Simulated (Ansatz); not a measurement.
**How methods differ on Si3NH9 (trisilylamine)**

Si3NH9 has 13 atoms, charge 0, and is taken as a singlet. SMILES: `[SiH3]N([SiH3])[SiH3]`. Geometry: relaxed at PBE0-D4/def2-TZVP.

```xyz
13

Si   -0.5194    1.4407   -0.8158
N    -0.0007   -0.0001    0.0003
Si    0.7849    0.1121    1.5436
Si   -0.2656   -1.5529   -0.7275
H    -1.1481    1.0193   -2.0967
H    -1.5128    2.1957   -0.0072
H     0.6259    2.3435   -1.1054
H     0.0202   -0.6077    2.5961
H     2.1581   -0.4558    1.4969
H     0.8628    1.5558    1.8942
H    -1.7138   -1.8135   -0.9403
H     0.2856   -2.5751    0.2024
H     0.4230   -1.6620   -2.0407
```

Quantity: the energy change with the Si1–H5 bond stretched from 1.488 to 2.232 Å, in eV. The values are calculated.

```
                                              level                    kind  program  value (eV)
       HF/6-31G* (spherical functions) (restricted)            Hartree–Fock   Ansatz        2.28
    SVWN5/6-31G* (spherical functions) (restricted)                     LDA   Ansatz        1.79
   revPBE/6-31G* (spherical functions) (restricted)                     GGA   Ansatz        1.79
     PBE0/6-31G* (spherical functions) (restricted)           global hybrid   Ansatz        1.98
CAM-B3LYP/6-31G* (spherical functions) (restricted)  range-separated hybrid   Ansatz        2.06
  wB97M-V/6-31G* (spherical functions) (restricted)  range-separated hybrid   Ansatz        2.05
   B2PLYP/6-31G* (spherical functions) (restricted)           double hybrid   Ansatz        2.02
  BCCD(T)/6-31G* (spherical functions) (restricted)   coupled cluster or CI   Ansatz        1.84
```

The first shape isn't each level's own minimum. The values span 1.79 to 2.28 eV.

Stretching the Si–H bond costs most in Hartree–Fock, at 2.28 eV, and clearly less in coupled cluster, at 1.84 eV. As the bond lengthens, the σ and σ* orbitals move closer in energy and left-right correlation grows. A single restricted determinant cannot follow this, because it keeps too much ionic character in the electron pair, so its energy rises too steeply.

SVWN5 and revPBE both give 1.79 eV, slightly below coupled cluster, while the hybrids and the double hybrid lie between coupled cluster and Hartree–Fock, probably because semilocal exchange mimics part of the left-right correlation that exact exchange leaves out. The match between SVWN5 and revPBE shows that gradient corrections have little net effect on this particular energy difference, not that the two functionals describe the bond equally well in general.

Coupled cluster is the most reliable guide to the correlation effect here, but its correlation energy converges slowly with basis size, so the closeness of the semilocal values to it in this small basis doesn't establish their accuracy.
